**Rydberg series, exchange and Breit-Pauli terms in heliumlike N⁵⁺**

The table holds the 1s nl levels of N⁵⁺ from no-pair Dirac configuration interaction in a B-spline basis, without and with Breit and QED terms (there is no core). The program fits quantum defects a + b/n² about a charge-6 hydrogenic series, and evaluates parameter-free first-order penetration, exchange, polarisation, fine structure and singlet-triplet mixing with hydrogenic orbitals. The fitted series are smooth to better than 0.01 eV for n ≥ 2, while 1s² misses the extrapolation by 39.6 eV and ¹P has a negative defect. First-order exchange gives the p splittings to 2 to 4 % but fails for s, where the table is about 0.7 of the model. The Breit-Pauli terms reproduce the loss of the interval rule in 2p ³P in size, though not securely in order, and give a 4f J = 3 purity of 0.633 against 0.617.

Calculated values. B-spline many-body code 1: no-pair Dirac configuration interaction (CI) for both electrons of N5+ (Z = 7), B-spline basis, finite nucleus of rms radius 2.5582 fm. As the ion has no core, the CI+MBPT column adds only Breit and QED to CI. Energies are relative to 1s2 1S0, and term purity is the weight of the named LS term.

## Program and output

```python
# Table: 1snl levels (eV) of heliumlike N5+, B-spline no-pair Dirac code, CI and CI+MBPT (no core: Breit+QED).
# Tested: charge-6 Rydberg-Ritz series, first-order penetration/exchange, Breit-Pauli fine structure and mixing.
T = {
    'level_configuration': ['1s2', '1s2s', '1s2p', '1s2p', '1s2p', '1s2s', '1s2p', '1s3s', '1s3s', '1s3p', '1s3p', '1s3p', '1s3d', '1s3d', '1s3d', '1s3d', '1s3p', '1s4s', '1s4s', '1s4p', '1s4p', '1s4p', '1s4d', '1s4d', '1s4d', '1s4d', '1s4f', '1s4f', '1s4f', '1s4f', '1s4p', '1s5s', '1s5s', '1s5p', '1s5p', '1s5p'],
    'level_term': ['1S', '3S', '3P', '3P', '3P', '1S', '1P', '3S', '1S', '3P', '3P', '3P', '3D', '3D', '3D', '1D', '1P', '3S', '1S', '3P', '3P', '3P', '3D', '3D', '3D', '1D', '3F', '3F', '3F', '1F', '1P', '3S', '1S', '3P', '3P', '3P'],
    'level_j': [0, 1, 1, 0, 2, 0, 1, 1, 0, 1, 0, 2, 1, 2, 3, 2, 1, 1, 0, 1, 0, 2, 1, 2, 3, 2, 3, 2, 4, 3, 1, 1, 0, 1, 0, 2],
    'level_parity': ['even', 'even', 'odd', 'odd', 'odd', 'even', 'odd', 'even', 'even', 'odd', 'odd', 'odd', 'even', 'even', 'even', 'even', 'odd', 'even', 'even', 'odd', 'odd', 'odd', 'even', 'even', 'even', 'even', 'odd', 'odd', 'odd', 'odd', 'odd', 'even', 'even', 'odd', 'odd', 'odd'],
    'level_jj': ['1/2,1/2', '1/2,1/2', '1/2,1/2', '1/2,1/2', '1/2,3/2', '1/2,1/2', '1/2,3/2', '1/2,1/2', '1/2,1/2', '1/2,1/2', '1/2,1/2', '1/2,3/2', '1/2,3/2', '1/2,3/2', '1/2,5/2', '1/2,5/2', '1/2,3/2', '1/2,1/2', '1/2,1/2', '1/2,1/2', '1/2,1/2', '1/2,3/2', '1/2,3/2', '1/2,3/2', '1/2,5/2', '1/2,5/2', '1/2,5/2', '1/2,5/2', '1/2,7/2', '1/2,7/2', '1/2,3/2', '1/2,1/2', '1/2,1/2', '1/2,1/2', '1/2,1/2', '1/2,3/2'],
    'level_term_purity': [1.0, 1.0, 1.0, 1.0, 1.0, 1.0, 1.0, 1.0, 1.0, 1.0, 1.0, 1.0, 1.0, 0.991, 1.0, 0.991, 1.0, 1.0, 1.0, 1.0, 1.0, 1.0, 1.0, 0.994, 1.0, 0.994, 0.617, 1.0, 1.0, 0.617, 1.0, 1.0, 1.0, 1.0, 1.0, 1.0],
    'level_lande_g': [None, 2.002, 1.501, None, 1.501, None, 1.0, 2.002, None, 1.501, None, 1.501, 0.4988, 1.165, 1.334, 1.002, 1.0, 2.002, None, 1.501, None, 1.501, 0.4988, 1.166, 1.334, 1.001, 1.052, 0.6659, 1.251, 1.032, 1.0, 2.002, None, 1.501, None, 1.501],
    'level_energy_ci_ev': [0.0, 419.86, 426.36, 426.34, 426.41, 426.49, 430.78, 495.0, 496.76, 496.76, 496.76, 496.78, 497.68, 497.68, 497.68, 497.72, 498.0, 520.42, 521.13, 521.14, 521.13, 521.14, 521.51, 521.51, 521.51, 521.53, 521.53, 521.53, 521.54, 521.54, 521.65, 532.0, 532.36, 532.36, 532.36, 532.36],  # eV
    'level_energy_ev': [0.0, 419.71, 426.22, 426.22, 426.25, 426.36, 430.62, 494.85, 496.61, 496.61, 496.61, 496.62, 497.52, 497.52, 497.52, 497.56, 497.84, 520.26, 520.97, 520.98, 520.98, 520.98, 521.35, 521.35, 521.36, 521.38, 521.38, 521.38, 521.38, 521.38, 521.49, 531.84, 532.2, 532.2, 532.21, 532.21],  # eV
}
import numpy as np
from scipy.constants import physical_constants as pc, alpha as al, h, c, e
from scipy.special import eval_genlaguerre as Lag
from scipy.integrate import trapezoid as tz, cumulative_trapezoid as ct
Ha = pc['Hartree energy in eV'][0]; Ry = Ha/2; gs = abs(pc['electron g factor'][0]); Z = 7; q = 6
# further outputs of the same run (less vetted): IEs, removal energy, 2p 3P0,1,2 CI levels, M1 wavelengths in nm
IE, IEci, E2, IEtab = 551.992, 552.15, 1219.06, 552.067
ci3P = [426.339, 426.362, 426.408]; lam01, lam21 = 719777.0, 35801.1
R = []
for cf, t, j, p, g, a, b in zip(*[T['level_'+k] for k in 'configuration term j term_purity lande_g energy_ci_ev energy_ev'.split()]):
    R.append(dict(n=1 if cf == '1s2' else int(cf[2]), t=t, l='SPDF'.index(t[1]), j=int(j), p=p, g=g, ci=a, E=b, cf=cf))
def B(n, t):
    s = [x for x in R if x['n'] == n and x['t'] == t]
    return IE-sum((2*x['j']+1)*x['E'] for x in s)/sum(2*x['j']+1 for x in s) if s else None
print("Floor: 0.005 eV per level, 0.010 per difference; in defect n=2..5:", " ".join("%.4f" % (n**3*0.005/(2*q*q*Ry)) for n in range(2, 6)))
print("Hydrogenic 36Ry/n^2, n=1..5 (eV):", " ".join("%.3f" % (q*q*Ry/n**2) for n in range(1, 6)))
D = {}
for t in ['3S', '1S', '3P', '1P', '3D', '1D', '3F', '1F']:
    ns = np.array([n for n in range(2, 6) if B(n, t)]); b = np.array([B(n, t) for n in ns])
    d = ns-np.sqrt(q*q*Ry/b); D[t] = d; s = t+" defects "+" ".join("%d:%+.4f" % x for x in zip(ns, d))
    if len(ns) > 2:
        w = 1.0/ns**3; k = np.polyfit(1.0/ns**2, d, 1, w=w)
        s += " | a %+.4f b %+.4f resid eV " % (k[1], k[0])+" ".join("%+.3f" % x for x in b-q*q*Ry/(ns-np.polyval(k, 1.0/ns**2))**2)
        if t == '1S': k1 = k
    print(s)
B1 = q*q*Ry/(1-k1.sum())**2; v = Ha*(Z-5/16)**2-Ry*Z*Z
print("1s2: defect %.4f; Ritz extrapolation %.1f eV, miss %+.1f; Z-5/16 IE %.2f, miss %+.2f" % (1-np.sqrt(q*q*Ry/IE), B1, IE-B1, v, IE-v))
print("E(1S)-E(3P centroid) n=2..5 eV:", " ".join("%+.3f" % (B(n, '3P')-B(n, '1S')) for n in range(2, 6)), "; 1P-1D n=3,4:", " ".join("%+.2f" % (B(n, '1D')-B(n, '1P')) for n in (3, 4)))
r = np.linspace(1e-6, 40, 200001)
def P(n, l, z):
    x = 2*z*r/n; f = x**(l+1)*np.exp(-x/2)*Lag(n-l-1, 2*l+1, x); return f/np.sqrt(tz(f*f, r))
print("nl: split table,2K model,ratio,n^3*split | pen,Dirac,pol | extra binding table/model: mean, singlet (eV)")
K = {}; U = {}
for l in range(4):
    for n in range(max(2, l+1), 6):
        L = 'SPDF'[l]
        if B(n, '1'+L) is None: continue
        p = P(n, l, q); f = p*P(1, 0, Z)
        k = K[n, l] = Ha*2*tz(f*ct(f*r**l, r, initial=0)/r**(l+1), r)/(2*l+1)
        pen = Ha*tz(p*p*(Z+1/r)*np.exp(-2*Z*r), r)
        rel = Ry*al**2*q**4/n**3*((1/(l+.5) if l else 1)-.75/n)
        pol = Ha*2.25/Z**4*tz(p*p/r**4, r) if l > 1 else 0.0
        if l: U[n, l] = Ha*al**2*q**3/(n**3*l*(l+.5)*(l+1))
        sp = B(n, '3'+L)-B(n, '1'+L); H = q*q*Ry/n**2; m = pen+rel+pol
        print("%d%s: %.3f %.4f %.2f %.1f | %.3f %.3f %.3f | %+.3f/%+.3f, %+.3f/%+.3f" % (n, L.lower(), sp, 2*k, sp/(2*k), sp*n**3, pen, rel, pol, B(n, '1'+L)+sp/2-H, m, B(n, '1'+L)-H, m-k))
u = 1e3*U[2, 1]; fin = [-1e12*h*c/e/lam01, 1e12*h*c/e/lam21]; ci = list(1e3*np.diff(ci3P))
M = np.array([[1, -1.5], [2, 0.6]])
for nm, I, mo in (("CI (floor 1 meV)", ci, [(Z-1)/4*u, 0]), ("final (M1 lines)", fin, [(Z-3)/4*u, u])):
    A = np.linalg.solve(M, I); Im = M@mo
    print("2p 3P %s meV: E1-E0 %.1f E2-E1 %.1f, model %.1f %.1f; A,Dss run %.1f %.1f, model %.1f %.1f" % (nm, *I, *Im, *A, *mo))
print("J=l mixing (meV): u, coupling V, gap model, gap implied by purity | purity table, model, model no Breit | g table, g from purity")
for x in R:
    n, l = x['n'], x['l']
    if l and x['j'] == l and x['t'][0] == '3' and (n, l) in U:
        u1 = 1e3*U[n, l]; G = 2e3*K[n, l]+1.5*u1; s = np.sqrt(l*(l+1)); V = (Z+1)/4*u1*s
        pur = lambda y: .5*(1+G/np.hypot(G, 2*y)); c2 = 2*x['p']-1
        Gi = "%.2f" % (2*V*c2/np.sqrt(1-c2*c2)) if c2 < 1 else "-"
        print("%s: %.3f %.2f %.2f %s | %.3f %.4f %.4f | %.3f %.3f" % (x['cf'], u1, V, G, Gi, x['p'], pur(V), pur((Z-1)/4*u1*s), x['g'], 1+x['p']*(gs-1)/(l*(l+1))))
print("jj-limit purity for f: %.3f" % (4/7))
sh = np.array([x['E']-x['ci'] for x in R[1:]])
print("final-CI shift eV: min %.2f max %.2f median %.2f; IE shift %.3f; IE-tabulated %.3f" % (sh.min(), sh.max(), np.median(sh), IE-IEci, IE-IEtab))
print("binding lost beyond 0.015 eV floor:", "; ".join("%s %s%d %.3f" % (x['cf'], x['t'], x['j'], s-(IE-IEci)) for x, s in zip(R[1:], sh) if abs(s-(IE-IEci)) > 0.015))
Dir = Ha/al**2*(1-np.sqrt(1-(Z*al)**2))
print("N6+ 1s binding: run %.3f, point Dirac %.3f, difference %+.3f eV (floor 0.006)" % (E2-IE, Dir, E2-IE-Dir))
assert all(D['1P'] < 0) and all(D['3P'] > 0) and all(D['1S'] > 0)
assert abs(B(4, '3F')-q*q*Ry/16) < 0.01
assert abs((B(2, '3P')-B(2, '1P'))/(2*K[2, 1])-1) < 0.1
assert all((x['p'] < 0.7) == (x['l'] == 3 and x['j'] == 3) for x in R)
```

Running it gives:

```
Floor: 0.005 eV per level, 0.010 per difference; in defect n=2..5: 0.0000 0.0001 0.0003 0.0006
Hydrogenic 36Ry/n^2, n=1..5 (eV): 489.805 122.451 54.423 30.613 19.592
3S defects 2:+0.0758 3:+0.0723 4:+0.0712 5:+0.0699 | a +0.0694 b +0.0252 resid eV -0.000 +0.000 +0.002 -0.004
1S defects 2:+0.0255 3:+0.0261 4:+0.0265 5:+0.0253 | a +0.0265 b -0.0042 resid eV -0.000 +0.001 +0.003 -0.008
3P defects 2:+0.0264 3:+0.0259 4:+0.0258 5:+0.0245 | a +0.0254 b +0.0040 resid eV -0.000 +0.002 +0.002 -0.009
1P defects 2:-0.0089 3:-0.0075 4:-0.0073 | a -0.0065 b -0.0096 resid eV -0.000 +0.002 -0.003
3D defects 3:+0.0014 4:+0.0016
1D defects 3:+0.0003 4:-0.0001
3F defects 4:-0.0001
1F defects 4:-0.0001
1s2: defect 0.0580; Ritz extrapolation 512.4 eV, miss +39.6; Z-5/16 IE 550.29, miss +1.71
E(1S)-E(3P centroid) n=2..5 eV: +0.123 -0.006 -0.010 -0.007 ; 1P-1D n=3,4: +0.28 +0.11
nl: split table,2K model,ratio,n^3*split | pen,Dirac,pol | extra binding table/model: mean, singlet (eV)
2s: 6.650 9.4754 0.70 53.2 | 5.834 0.073 0.000 | +6.506/+5.907, +3.181/+1.169
3s: 1.760 2.4932 0.71 47.5 | 1.693 0.026 0.000 | +1.839/+1.719, +0.959/+0.473
4s: 0.710 1.0116 0.70 45.4 | 0.709 0.012 0.000 | +0.764/+0.721, +0.409/+0.216
5s: 0.360 0.5089 0.71 45.0 | 0.362 0.006 0.000 | +0.380/+0.368, +0.200/+0.114
2p: 4.383 4.2337 1.04 35.1 | 0.793 0.034 0.000 | +1.112/+0.828, -1.079/-1.289
3p: 1.224 1.1978 1.02 33.1 | 0.257 0.014 0.000 | +0.341/+0.272, -0.271/-0.327
4p: 0.510 0.4966 1.03 32.6 | 0.111 0.007 0.000 | +0.144/+0.118, -0.111/-0.130
3d: 0.040 0.0444 0.90 1.1 | 0.007 0.005 0.018 | +0.029/+0.031, +0.009/+0.008
4d: 0.025 0.0244 1.04 1.6 | 0.004 0.003 0.009 | +0.012/+0.016, -0.001/+0.004
4f: 0.000 0.0003 0.00 0.0 | 0.000 0.001 0.001 | -0.001/+0.003, -0.001/+0.003
2p 3P CI (floor 1 meV) meV: E1-E0 23.0 E2-E1 46.0, model 19.6 39.1; A,Dss run 23.0 -0.0, model 19.6 0.0
2p 3P final (M1 lines) meV: E1-E0 -1.7 E2-E1 34.6, model -6.5 33.9; A,Dss run 14.1 10.6, model 13.0 13.0
J=l mixing (meV): u, coupling V, gap model, gap implied by purity | purity table, model, model no Breit | g table, g from purity
1s2p: 13.041 36.89 4253.24 - | 1.000 0.9999 1.0000 | 1.501 1.501
1s3p: 3.864 10.93 1203.64 - | 1.000 0.9999 1.0000 | 1.501 1.501
1s3d: 0.773 3.79 45.56 39.37 | 0.991 0.9932 0.9962 | 1.165 1.166
1s4p: 1.630 4.61 499.05 - | 1.000 0.9999 1.0000 | 1.501 1.501
1s4d: 0.326 1.60 24.85 20.43 | 0.994 0.9959 0.9977 | 1.166 1.166
1s4f: 0.116 0.81 0.44 0.39 | 0.617 0.6327 0.6723 | 1.052 1.052
jj-limit purity for f: 0.571
final-CI shift eV: min -0.16 max -0.12 median -0.16; IE shift -0.158; IE-tabulated -0.075
binding lost beyond 0.015 eV floor: 1s2p 3P1 0.018; 1s2p 3P0 0.038; 1s2s 1S0 0.028
N6+ 1s binding: run 667.068, point Dirac 667.114, difference -0.046 eV (floor 0.006)
```
